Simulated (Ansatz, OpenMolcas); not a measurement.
AlH (SMILES [AlH]): methods side by side

AlH has 2 atoms, charge 0, and is taken as a singlet. As SMILES, `[AlH]`. The shape is that of a PBE0-D4/def2-TZVP optimisation.

```xyz
2

Al    0.0000    0.0000   -0.0256
H     0.0000    0.0000    1.6391
```

Quantity: the energy change with the Al1–H2 bond stretched from 1.665 to 2.497 Å, in eV. The values are calculated.

```tsv
level	kind	program	value (eV)	less FCI/3-21G
SVWN5/3-21G (restricted)	LDA	OpenMolcas	1.11	+0.09
PBE/3-21G (restricted)	GGA	Ansatz	1.11	+0.09
BHLYP/3-21G (restricted)	global hybrid	Ansatz	1.37	+0.35
PBE0/3-21G (restricted)	global hybrid	OpenMolcas	1.24	+0.22
CCSDT(Q)/3-21G (restricted)	coupled cluster or CI	Ansatz	1.02	0.00
CCSDT/3-21G (restricted)	coupled cluster or CI	Ansatz	1.02	0.00
CCSDTQ/3-21G (restricted)	coupled cluster or CI	Ansatz	1.02	0.00
CISD/3-21G (restricted)	coupled cluster or CI	OpenMolcas	1.07	+0.05
FCI/3-21G	exact in the basis	Ansatz	1.02	0.00
```

FCI/3-21G is exact within its basis and frozen core, so for wave-function methods in that basis the difference is their error; functionals converge differently with the basis, so for them it is only a difference. The first shape isn't each level's own minimum. The values span 1.02 to 1.37 eV. All rows use very small basis sets, so even the best lies far from the true value.

Stretching the bond costs more energy as exact exchange is added to the functional: 1.11 eV with PBE, 1.24 with PBE0 and 1.37 with BHLYP. As the Al–H σ and σ* orbitals approach each other, a restricted determinant keeps too much ionic character, and semilocal exchange probably offsets part of the missing left-right correlation that exact exchange leaves exposed. BHLYP also differs from the other two in its semilocal part, so the series does not isolate the exchange fraction.

Among the wave-function methods, CCSDTQ must match FCI, because the valence shell holds only the bond pair and the aluminium 3s-like lone pair. The agreement of CCSDT is more informative: connected quadruples are negligible here at the printed precision. CISD lies 0.05 eV too high; it lacks the product excitations that correlate both pairs at once, and these matter more as the σ→σ* double excitation gains weight. A single stretched geometry gives neither the dissociation energy nor the behaviour of these methods at the separated-atom limit.
